Mesh-dependent rates of the reaction-diffusion master equation

0. Model and conventions

RDME: space is cut into cubic voxels of side h. An atom hops to each of its 6 neighbours at rate D_I/h². Atoms react only inside one voxel, with propensity k_meso n(n−1)/2 for n atoms, so k_meso (1/time) is the rate per pair. Define κ = k_meso h³ (volume/time).

Microscopic model (Collins and Kimball, 1949): Brownian pair, contact distance σ, radiation condition at contact, reactive flux = k_a × (pair density at σ).

The separation of two independent walkers is one walker with hop rate D/h², D = 2D_I. All k below are per pair. For I + I → I₂ this means −d[I]/dt = k[I]² and d[I₂]/dt = (k/2)[I]².

Inputs for I atoms in hexane at 298 K (kT = 0.0257 eV), typical or illustrative:
σ = 0.40 nm, twice a van der Waals radius of about 0.20 nm.
D_I = 5 nm²/ns, so D = 10 nm²/ns. (Slip Stokes-Einstein, kT/(4πηa), with η ≈ 0.30 mPa s and a = 0.20 nm gives 5.5 nm²/ns.)
k_a from the gas-kinetic collision rate πσ²v, v = √(8kT/πμ), μ = 126.9/2 amu, every contact counted as reactive.
The inputs were chosen so that the rate constant has the typical order of 10¹⁰ M⁻¹ s⁻¹ for this recombination. All results are the model's.

Questions: which κ reproduces the microscopic rate, and how fine may the mesh be?

1. Estimate by hand

Microscopic rate. Finding the partner and reacting are resistances in series, 1/k = 1/k_D + 1/k_a.
k_D = 4πσD ≈ 12 × 0.4 × 10 = 48 ≈ 50 nm³/ns.
v ≈ 300 nm/ns, πσ² ≈ 0.5 nm², k_a ≈ 150 nm³/ns.
k = 1/(1/50 + 1/150) = 37.5 ≈ 40 nm³/ns.

Lattice rate. The lattice has its own transport resistance: partners must hop into the voxel. Six neighbours, each holding c h³ atoms and feeding at D/h², deliver 6Dh c per unit time. So the lattice cannot react faster than k_lat ≈ 6Dh, and 1/k = 1/κ + 1/(6Dh).

Consequences.
(a) k_lat shrinks with h. At fixed κ, even κ = ∞, the reaction dies out as h → 0.
(b) Diffusion control (k_a → ∞): need 6Dh > 12σD, so h* ≈ 2σ = 0.8 nm.
(c) With k ≈ 40: h_c ≈ 40/60 = 0.67 nm.
(d) At h = 2 nm: 6Dh = 120, 1/κ = 1/40 − 1/120, κ ≈ 60 nm³/ns, k_meso = κ/h³ ≈ 7.5 ns⁻¹.

2. Careful calculation

Criterion: one pair in a periodic box of side L, V = L³, N = (L/h)³, uniform start. Choose k_meso so that the mean binding times agree.

2.1 Lattice. The mean time T_r from separation r (in units of h) obeys
(D/h²) Σ_nn (T_r' − T_r) − k_meso δ_r0 T_0 = −1. (1)
Sum over all sites: the hopping term cancels, T_0 = N/k_meso. Fourier transform, with λ(q) = (cos q₁ + cos q₂ + cos q₃)/3 and q_i = 2π × integer × h/L: for q ≠ 0, T̂(q) = −N h²/[6D(1−λ)]. The q = 0 component is N times the mean τ. Inverting at r = 0 gives, exactly,
τ_meso = N/k_meso + (h²/6D) Σ_{q≠0} 1/(1−λ). (2)
For large N the sum tends to N W, with Watson's integral
W = (2π)⁻³ ∫ d³q/(1−λ) = √6 Γ(1/24)Γ(5/24)Γ(7/24)Γ(11/24)/(32π³) = 1.5164.
Hence, with N h² = V/h,
τ_meso/V = 1/κ + W/(6Dh) − ξ/(4πDL), W/6 = 0.2527. (3)
The last term is the difference between sum and integral at small q, where h²/[6D(1−λ)] becomes the continuum 1/(D p²), p = q/h. ξ = 2.837 is the Ewald constant of a simple cubic array of points in a uniform background.

2.2 Collins-Kimball. D∇²T = −1 outside the sphere, 4πσ²D T′(σ) = k_a T(σ). Integrating over the box gives 4πσ²D T′(σ) = V up to the sphere volume, so T(σ) = V/k_a. For σ ≤ r ≪ L, T(r) = T(σ) + (V/4πD)(1/σ − 1/r). The outer solution is the periodic Green function of zero mean, which near the origin is 1/r − ξ/L, plus the constant τ. Therefore
τ_micro/V = 1/k_a + 1/(4πσD) − ξ/(4πDL), (4)
with relative corrections of order (σ/L)³. The first two terms are 1/k_CK.

2.3 Matching. The box term is common to (3) and (4) and drops out:
1/(k_meso h³) = 1/k_a + 1/(4πσD) − 0.2527/(Dh). (5)
The cancellation matters. For L = 20 nm the box term is ξσ/L = 0.057 of the diffusive term.

Reading of (5): a perfectly absorbing voxel has k_lat = 6Dh/W = 3.957 Dh. It acts as an absorbing sphere of radius ρ = k_lat/(4πD) = 0.3149 h. Then 1/κ = 1/k_a + (1/4πD)(1/σ − 1/ρ): κ supplies the diffusion resistance of the shell between σ and ρ, which the mesh does not resolve.

Positive κ needs k_lat > k_CK:
h > h_c = h* k_a/(k_a + k_D), h* = (2π/3) W σ = 3.176 σ. (6)
For diffusion control h_c = h*, about 3.2σ. At h = h*, ρ = σ and κ = k_a for any k_a. For h_c < h < h*, κ exceeds k_a and diverges at h_c.

2.4 Numbers. The third figure serves internal comparison only.
v = 315 nm/ns, πσ²v = 159 nm³/ns, taken as k_a = 160 nm³/ns.
k_D = 50.3 nm³/ns, k_CK = 38.2 nm³/ns.
1 nm³/ns = 6.02 × 10⁸ M⁻¹ s⁻¹, so k_CK = 2.3 × 10¹⁰ M⁻¹ s⁻¹ and d[I₂]/dt = 1.2 × 10¹⁰ M⁻¹ s⁻¹ × [I]².
L = 20 nm: τ = 209 − 9 = 200 ns.
h* = 1.27 nm, h_c = 0.97 nm.

The last column below is the rate that results, relative to k_CK, if the mesh-independent κ = k_CK is used: k_eff/k_CK = 1/(1 + k_CK/k_lat).

h (nm) | κ (nm³/ns) | k_meso (ns⁻¹) | k_eff/k_CK
10 | 42.3 | 0.042 | 0.91
5 | 47.4 | 0.38 | 0.84
2 | 74.0 | 9.3 | 0.67
1.2 | 197 | 114 | 0.55
0.5 | none | none | 0.34

The correction falls only as 1/h. For h → ∞, κ → k_CK.

2.5 Two dimensions. Now λ = (cos q₁ + cos q₂)/2, A = L², κ = k_meso h², and k_a is an area per time. Equation (1) with four neighbours gives T_0 = A/κ and, for r ≪ L/h, T_r − T_0 = (A/4D) a(r), with
a(r) = (2π)⁻² ∫ d²q (1 − cos q·r)/(1−λ).
On the diagonal r = (n,n) put u = (q₁+q₂)/2, w = (q₁−q₂)/2. Then λ = cos u cos w, the average over w gives 1/|sin u|, and
a(n,n) = (1/π) ∫₀^π (1 − cos 2nu)/sin u du = (4/π) Σ_{j=1..n} 1/(2j−1) → (2/π)[ln(n√2) + γ + (3/2) ln 2].
The far field is isotropic, so T − T_0 = (A/2πD) ln(s/ρ₂) at distance s, with ρ₂ = h e^(−γ)/2^(3/2) = 0.1985 h. The microscopic side has T(σ) = A/k_a and T − T(σ) = (A/2πD) ln(s/σ). In the same box the outer solutions are the same Green function plus τ, so equal τ means
1/(k_meso h²) = 1/k_a + (1/2πD) ln(h/h*₂), h*₂ = 2^(3/2) e^γ σ = 5.04 σ. (7)
A variant matches the lattice torus to a reflecting disc of equal area. For an absorbing target, τ = (A/2πD)[ln(L/σ) − b], with b = ln[Γ(1/4)²/(2√π)] = 1.3105 on the square torus and b = 3/4 + (1/2) ln π = 1.3224 in the disc. The variant gives h*₂ = 5.10 σ. The difference of 1.2 per cent comes from the unlike boundaries. Either way the bound is about 5σ.

2.6 Limit h → 0 at fixed κ (κ = k_meso h^d), from (2) with 2d neighbours:
d = 3: τ → 0.2527 V/(Dh), diverges as 1/h.
d = 2: τ = A/κ + (A/2πD)[ln(L/h) + 0.306], diverges as ln(1/h). The constant is γ + (3/2) ln 2 − 1.3105.
d = 1: Σ 1/(1 − cos q) = (N² − 1)/6, so τ = L/κ + (L² − h²)/(12D), finite.
Reason: the reactive region shrinks to a point, and Brownian motion hits a given point only in d = 1. For d ≥ 2 the refined RDME loses its bimolecular reactions, and no κ, however large, restores them, because 1/κ ≥ 0 only adds to τ.

3. Why the two differ

3.1 The critical mesh: 2σ against 3.176σ, ratio 1.59.
Rounding 4π to 12 accounts for a factor 1.047. The remaining factor is exactly W = 1.516.

The estimate took the six neighbours at bulk density. A sink depletes them. The density on a neighbour is bulk × (probability that a walker started there never hits the sink). A walker leaving the origin lands on a neighbour, so this is 1 − p, with p the return probability of the simple cubic walk. The mean number of visits to the origin, start included, is 1/(1−p), and expanding 1/(1−λ) in powers of λ shows that it equals W. So p = 0.3405, the neighbours stand at 0.659 of bulk, and 6 × 0.659 Dh is k_lat. Said otherwise: 6Dh counts all arrivals, a perfect sink uses only first arrivals, and each visitor would have come W times.

The factor is modest because a 3D walk mostly escapes. It is not a local correction. With P_n the probability of being at the origin after n steps, W = Σ P_n = 1 + 0.1667 + 0.0694 + 0.0399 + …. These four terms give 1.2760. The rest, 0.2404, which is 47 per cent of W − 1, comes from loops of 8 steps and more, whose terms fall as n^(−3/2). This is the 1/r depletion cloud, which the estimate kept in 4πσD and dropped on the lattice side. In 2D, P_n falls as 1/n, p = 1 and the sum diverges, so counting neighbour hops gives no estimate there at all.

3.2 The rate at h = 2 nm: κ = 60 against 74.0, ratio 1.23.
Rounding: k_CK = 38.2 in place of 40, still with 6Dh, gives 56.1, a factor 0.94. Depletion: with x = k_CK/(6Dh),
κ/κ_est = (1 − x)/(1 − Wx).
At h = 2 nm, x = 0.319 and the factor is 1.32. The two act in opposite directions, so the estimate looks closer than it deserves. The factor is 1.04 at 10 nm and 2.4 at 1.2 nm: 1/κ is a difference, and the same W matters little when the lattice term is small and without bound near h_c. Between k_CK/(6D) = 0.64 nm and 0.97 nm the estimate returns a finite rate where none exists.

3.3 What neither calculation contains.
Hydrodynamic interaction. At Oseen level with slip, the relative coefficient along the line of centres is D(1 − σ/2r). Then 1/k_D = (1/4πD) ∫_σ^∞ dr/[r²(1 − σ/2r)] = 2 ln 2/(4πσD): k_D falls by the factor 0.72 to 36 nm³/ns, h* to 0.92 nm, k_CK to 29.6 nm³/ns and h_c to 0.75 nm. This shift rivals W itself. It changes k_CK in (5), not the lattice term.
Contact reactivity. Only some of the electronic states of two ground-state I atoms are bound, so k_a may be smaller. An illustrative k_a = 40 nm³/ns gives h_c = 0.56 nm; h* is unchanged.
Continuum diffusion is stretched at σ comparable to a solvent molecule. For these reasons the model's h* and h_c carry about one figure, near 1 nm, while 3.176 is exact to the digits shown within the model.
Short times. Equation (5) matches one mean from a uniform start. In an infinite system a pair at contact recombines with probability k_a/(k_a + k_D) = 0.76. A pair in one voxel does so with κ/(κ + k_lat) = k_CK/k_lat, which is 0.48 at h = 2 nm. That is the microscopic value (σ/r) × 0.76 at r = ρ = 0.63 nm. Geminate recombination after photolysis of I₂ is thus underrated on coarse meshes; the two probabilities coincide only at h = h*.

3.4 The same bound in silicon. For self-interstitial plus vacancy (unlike species: propensity k_meso n_I n_V, D = D_I + D_V) take an illustrative capture radius σ = 0.5 nm. Diffusion control gives the model's h* = 1.6 nm, or 2.9 cubic cells of about 0.543 nm, whatever D and T are. If a barrier lowers the contact rate to k_a = k_D exp(−E_b/kT), with illustrative E_b = 0.2 eV at 1000 K, then k_a/k_D = 0.098 and (6) gives h_c = 0.14 nm, below the atomic spacing, so a positive κ exists on any mesh that makes sense in the crystal.